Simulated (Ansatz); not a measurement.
# CH6SeSn (SMILES [CH3][SnH2][SeH]): methods side by side

The species is CH6SeSn (9 atoms), meant as a singlet with charge 0. SMILES: `[CH3][SnH2][SeH]`. The shape is that of a PBE0-D4/def2-TZVP optimisation. This is one conformer, not always the lowest.

Quantity: the vertical ionisation energy (to the doublet cation), in eV. The values are calculated.

```tsv
level	kind	program	value (eV)	less CCSD(T)/def2-SVP	CPU time (all runs)
SVWN5/def2-SVP (core potential)	LDA	Ansatz	8.76	+0.12	17 s
BLYP/def2-SVP (core potential)	GGA	Ansatz	8.43	-0.21	28 s
PBE/def2-SVP (core potential)	GGA	Ansatz	8.60	-0.04	28 s
revPBE/def2-SVP (core potential)	GGA	Ansatz	8.55	-0.09	28 s
r2SCAN/def2-SVP (core potential)	meta-GGA	Ansatz	8.75	+0.11	69 s
MP2/def2-SVP (core potential)	perturbation theory	Ansatz	8.75	+0.11	18 s
CCSD(T)/def2-SVP (core potential)	coupled cluster or CI	Ansatz	8.64	0.00	5.9 min
CCSD/def2-SVP (core potential)	coupled cluster or CI	Ansatz	8.63	-0.01	3.9 min
```

CCSD(T)/def2-SVP (core potential) is the highest level here, not the true value. Spin-orbit coupling is left out. The values span 8.43 to 8.76 eV. In the correlated wave-function rows the outer d shell of Se, Sn is correlated, in sets not made for it. Times are those of the runs behind each value, whatever else they computed, on shared processors of several kinds: orders of magnitude only.

The ionisation energy depends only modestly on the method, and the near-coincidence of CCSD (8.63 eV) and CCSD(T) (8.64 eV) shows that perturbative triples hardly matter for this energy difference. This suggests a simple one-electron ionisation, most probably from the selenium 4p lone pair lying largely perpendicular to the Sn–Se–H plane. Such an orbital is only weakly bonding, and the electropositive stannyl group should help to keep it easily ionised.

The density functionals do not approach the coupled-cluster value steadily with rising rank: the three GGAs fall below it, while r2SCAN lies above it, almost level with the local density approximation. MP2 also overshoots, possibly because second-order theory unevenly describes pair correlation in the neutral molecule and the cation.

PBE's closeness to CCSD(T) does not establish its accuracy, since a double-zeta basis recovers too little of the extra correlation energy in the neutral molecule and so probably places the coupled-cluster ionisation energy below its basis-set limit.
